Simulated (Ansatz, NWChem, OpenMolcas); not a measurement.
## A small benchmark: dipole moment

10 molecules; the dipole moment in D, computed less measured. Shapes, held fixed at every level: PBE0-D4/def2-TZVP. No vibrational averaging. Dipoles are compared by magnitude; molecules under 1 D, whose direction can flip, are left out. Programs: Ansatz 0.2.0, NWChem 7.3.0, OpenMolcas 26.06. A level may come from different programs for different species; with the same settings they agree closely. Measured values: NIST CCCBDB.

Levels: A = HF/def2-SVP; B = PBE/aug-cc-pVDZ; C = B3LYP/6-31G* (spherical functions); D = BHLYP/aug-cc-pVDZ.

```tsv
molecule	measured	A	B	C	D
C2H2O (ethenone)	1.42	+0.26	-0.05	-0.02	+0.20
CH2Cl2 (dichloromethane)	1.60	+0.31	+0.01	+0.21	+0.14
SiH3Cl (chlorosilane)	1.31	+0.26	-0.01	+0.37	+0.16
C2H2F2 (vinylidene fluoride)	1.38	+0.08	-0.30	-0.43	+0.03
C2H3Br (SMILES C=CBr)	1.42	+0.23	-0.05	+0.12	+0.15
C2H3FO (acetyl fluoride)	2.96	+0.30	-0.09	-0.19	+0.17
C2H4S (thiirane)	1.85	+0.25	+0.02	+0.21	+0.16
CH5N (methylamine)	1.31	+0.13	-0.05	+0.10	+0.03
C2H5F (SMILES CCF)	1.96	+0.20	-0.13	-0.26	+0.07
C2H5N (N-methylmethanimine)	1.53	+0.21	-0.12	-0.13	+0.09
```

**Question.** Which level does best on this set, which worst, and which err to one side?

**Answer.** 
```tsv
level	kind	mean error	mean absolute error	worst case
HF/def2-SVP	Hartree–Fock	+0.223	0.223	CH2Cl2
PBE/aug-cc-pVDZ	GGA	-0.077	0.083	C2H2F2
B3LYP/6-31G* (spherical functions)	global hybrid	-0.002	0.204	C2H2F2
BHLYP/aug-cc-pVDZ	global hybrid	+0.120	0.120	C2H2O
```

On this set PBE/aug-cc-pVDZ has the smallest mean absolute error and HF/def2-SVP the largest. HF/def2-SVP is too high in 10 of 10; PBE/aug-cc-pVDZ is too low in 8 of 10; BHLYP/aug-cc-pVDZ is too high in 10 of 10. The levels differ in basis as well as in method. The largest two are near a tie. Relativity is left out for Br. The set is small.

The near-zero mean error of B3LYP/6-31G* comes from cancellation, not accuracy: all three fluorides come out too low, while the chlorides, the bromide and thiirane come out too high. Its errors of -0.43 D for vinylidene fluoride and +0.37 D for chlorosilane lie outside the range spanned by PBE and BHLYP, which suggests that the small basis, lacking diffuse functions and flexible polarisation, is more to blame than the functional.

PBE and BHLYP share a basis, and BHLYP gives the larger dipole in every molecule. A large share of exact exchange favours charge localised on the electronegative atoms, whereas a semilocal functional delocalises it and weakens the bond polarity. The gap is widest in vinylidene fluoride, where π donation from fluorine opposes the σ polarisation, so the net moment is sensitive to that balance. The uniformly high Hartree–Fock values fit the same picture, since missing correlation usually leaves polar bonds too ionic. PBE's lead therefore doesn't establish that its density is better in general.
